## A dip that belongs to another band

The energy of an electron in a surface band should change smoothly as its wave vector moves across the surface zone. On both sides of the zone corner M, the first level above the Fermi level of this HfO₂ slab lies at 0.59 eV. The same level might be expected at about that height at M itself. The calculation puts it at 0.01 eV, a drop of 0.58 eV confined to a single point.

Ansatz 0.2.0, scalar-relativistic PBE without spin polarisation, plane waves (420 eV) and PAW: relaxed eight-plane HfO₂ (100) slab, dipole-corrected, Γ-centred 7×7×1 k mesh, Gaussian smearing 0.05 eV. Levels b lie below and a above the Fermi level, numbered outward from it. Weights are Löwdin shares on the two outer planes of both faces together, not renormalised.

| point label | point a (reciprocal cell vectors) | point b (reciprocal cell vectors) | level b1 from the Fermi level (eV) | outer orbital weight b1 | level b2 from the Fermi level (eV) | outer orbital weight b2 | level a1 from the Fermi level (eV) | outer orbital weight a1 |
| --- | --- | --- | --- | --- | --- | --- | --- | --- |
| X | 0.5000 | 0.0000 | -0.170 | 0.800 | -0.550 | 0.920 | 0.470 | 0.950 |
| between | 0.4167 | 0.0000 | -0.120 | 0.830 | -0.490 | 0.870 | 0.570 | 0.920 |
| between | 0.3333 | 0.0000 | -0.170 | 0.890 | -0.420 | 0.870 | 0.960 | 0.880 |
| between | 0.2500 | 0.0000 | -0.340 | 0.930 | -0.420 | 0.900 | 1.610 | 0.860 |
| between | 0.1667 | 0.0000 | -0.180 | 0.970 | -0.340 | 0.980 | 2.060 | 0.860 |
| between | 0.0833 | 0.0000 | -0.020 | 0.980 | -0.070 | 0.970 | 1.830 | 0.820 |
| G | 0.0000 | 0.0000 | -0.720 | 0.740 | -1.070 | 0.070 | 0.040 | 0.970 |
| between | 0.0833 | 0.0833 | -0.320 | 0.980 | -0.690 | 0.750 | 0.080 | 0.970 |
| between | 0.1667 | 0.1667 | -0.420 | 0.900 | -0.560 | 0.780 | 0.180 | 0.980 |
| between | 0.2500 | 0.2500 | -0.370 | 0.800 | -0.950 | 0.120 | 0.130 | 0.890 |
| between | 0.3333 | 0.3333 | -0.270 | 0.810 | -0.700 | 0.170 | 0.460 | 0.890 |
| between | 0.4167 | 0.4167 | -0.190 | 0.100 | -0.370 | 0.890 | 0.590 | 0.880 |
| M | 0.5000 | 0.5000 | -0.410 | 0.910 | -0.410 | 0.910 | 0.010 | 0.070 |
| between | 0.5000 | 0.4167 | -0.100 | 0.070 | -0.420 | 0.910 | 0.590 | 0.880 |
| between | 0.5000 | 0.3333 | -0.380 | 0.170 | -0.450 | 0.910 | 0.350 | 0.880 |
| between | 0.5000 | 0.2500 | -0.490 | 0.910 | -0.620 | 0.660 | 0.150 | 0.870 |
| between | 0.5000 | 0.1667 | -0.010 | 0.840 | -0.160 | 0.990 | 0.760 | 0.950 |
| between | 0.5000 | 0.0833 | -0.120 | 0.810 | -0.530 | 0.930 | 0.560 | 0.950 |

The labels b1 and b2 stand for the nearest and second-nearest levels below the Fermi level, and a1 for the nearest above. They are places in a queue, and a band that crosses the Fermi level changes its place. The outer orbital weight helps to recognise it again, because it tells how much of a level sits on atomic orbitals of the outer planes. Every a1 level has a weight of at least 0.82, except the one at M, which has 0.07.

The level at M therefore does not continue the a1 levels beside it. Its relatives are the b1 levels at the two neighbouring points, which have similarly low weights and lie at −0.19 and −0.10 eV. Read together, these three levels form a band that rises to a maximum at M and just touches the Fermi level there. The surface level seen at 0.59 eV on either side is presumably pushed back to a later place above the Fermi level at M, which the table does not show. The dip hangs on a fine balance, because 0.01 eV is well within the smearing of the occupations. A slight shift could move the level at M below the Fermi level, and the dip would vanish from the a1 column.

A simple model can test this reading. Picture a square sheet of atoms with one s orbital each, where an electron hops only to nearest neighbours. Its energy is lowest when all orbitals are in phase, at the zone centre G, and highest when neighbours have opposite signs, at M. With a and b the coordinates of the point in the table, the band is E = E_M − C(2 + cos 2πa + cos 2πb), where E_M is the energy at the top and C sets how fast it falls.

The two constants were fitted to the four low-weight levels below the Fermi level nearest to M, with M itself left out. The fit gives C = 0.70 eV and E_M = −0.01 eV. At M both cosines equal −1, the bracket is 2 − 1 − 1 = 0, and the predicted energy is simply E_M. The calculated level lies 0.02 eV higher, a small miss beside the drop of 0.58 eV; the output below gives the details.

A parabola through the same four levels does nearly as well, so the test supports a smooth maximum at M rather than the cosine form in particular. Farther out the single band fails. At (0.25, 0.25), which was not in the fit, it lies 0.45 eV below the low-weight level, and at G it is 1.7 eV too low. The sheet of s orbitals has one band, whereas oxygen brings three p orbitals per atom and hence many bands; the low-weight levels far from M probably belong to others of these.

Why should such a maximum occur at M? The square surface cell is turned by 45° against the cube of the fluorite crystal, and its corner M coincides with the point X of the bulk zone. Cubic HfO₂ is known to have the top of its valence band at that bulk point. The low-weight level is thus best understood as the valence top of the inner layers, seen through the surface zone. Low weight alone would not settle this, since a level that spills into the vacuum also scores low, but the downward curve away from M and the geometry point the same way. One difficulty remains: another of the bulk X points falls on G, yet the low-weight level there lies at −1.07 eV. Confinement across so thin a slab and the field inside it may lower that level, but the table does not test this.

In a good insulator this valence top would lie well below the Fermi level. Here the slab ends in a plane of positive Hf ions on one side and a plane of negative O ions on the other. The resulting field raises the oxygen levels near the O face and lowers the empty levels near the Hf face until they overlap and electrons pass across. The orbital populations of the same calculation agree with such a loss: an oxygen atom in the outer plane holds 4.63 electrons in its 2p shell, against 4.96 inside the slab.

This explains why valence levels reach the Fermi level at all. The bare polar cut is metallic in this calculation, and a face or interface of this kind usually needs compensating charge, for instance from oxygen vacancies or adsorbed species, before it can insulate. The face at right angles to the body diagonal of the cube makes a useful contrast. It can be built from neutral O–Hf–O triple layers, so no charge has to cross the slab, and the valence top stays below the Fermi level.

The same change of places also occurs between two levels that both belong to the surface. On the line from M to X, the a1 level jumps up by 0.61 eV between (0.5, 0.25) and (0.5, 0.1667). If the band is instead followed from a1 into b1, it goes down by a modest 0.16 eV. Its weight supports this path, passing from 0.87 to 0.84, while the new a1 level has 0.95.

The surface band thus appears to cross the Fermi level near (0.5, 0.1667). The exact point is uncertain, because the level there lies only 0.01 eV below the Fermi level, well within the smearing of the occupations. The largest jump of all, from 0.04 eV at G to 1.83 eV at (0.0833, 0), probably has the same origin, for a b1 level appears at −0.02 eV just where the low a1 level vanishes. The weights favour this link: the low a1 level at G has 0.97 and the new b1 level 0.98, but the new a1 level only 0.82. A second surface level appears just below, at −0.07 eV, so two bands may cross together here.

Where a band crosses the Fermi level, the size of the jump now has a plain meaning. It measures roughly how far the next band lies above the one that has just crossed, and no sudden change in bonding is needed to explain it. Where the crossing falls is less certain than the rule itself. The calculation keeps the two spins equal, whereas holes in oxygen 2p levels could favour one spin and split the levels at the Fermi level. It also leaves out spin–orbit coupling, which can shift hafnium 5d levels by tenths of an electronvolt. PBE, moreover, makes the gap between filled oxygen and empty hafnium levels too small, and this affects how much charge passes between the faces and where the Fermi level settles.

The levels below the Fermi level confirm the reading around M. Taken as it stands, the b1 column changes in this region by up to 0.31 eV from one point to the next. Once the low-weight levels are set aside, the highest surface level below the Fermi level runs through M at −0.37, −0.41 and −0.42 eV. The surface band was smooth all along, and the inner band had only taken its place in the queue.

Printed output of the fit:

```
fit of inner on 4 rows (core): constant -0.0119 +/- 0.015, coefficient of hop -0.6952 +/- 0.025; rms 0.0118, worst between 0.0204, leave-one-out rms 0.0349
  rows outside the fit (model, value, miss): X -1.402, -0.55, -0.852; between -1.495, -0.49, -1.01; between -1.75, -0.42, -1.33; between -2.098, -0.42, -1.68; between -2.445, -0.34, -2.11; between -2.7, -0.07, -2.63; G -2.793, -1.07, -1.72; between -2.607, -0.69, -1.92; between -2.097, -0.56, -1.54; between -1.402, -0.95, -0.452; M -0.0119, 0.01, -0.0219; between -0.7071, -0.62, -0.0871; between -1.055, -0.16, -0.895; between -1.309, -0.53, -0.779
Entries with outer weight below 0.2, out of 54: 7
Lowest b2 weight among the other entries: 0.66
Level a1 at M less mean a1 of its two neighbours, eV: -0.58
Level at M predicted by the hopping band, eV: -0.0119
Hopping prediction less computed level at M, eV: -0.0219
Parabola prediction less computed level at M, eV: -0.03146
Hopping prediction less low-weight level at (0.25, 0.25), eV: -0.4523
Hopping prediction less low-weight level at G, eV: -1.723
Largest step of column b1 around M, eV: 0.31
Largest step of the filled surface level sorted by weight around M, eV: 0.1
Step of column a1 from (0.5, 0.25) to (0.5, 0.1667), eV: 0.61
Step of the followed surface band there, eV: -0.16
Step of the weight in column a1 there: 0.08
Step of the weight along the followed band there: -0.03
```
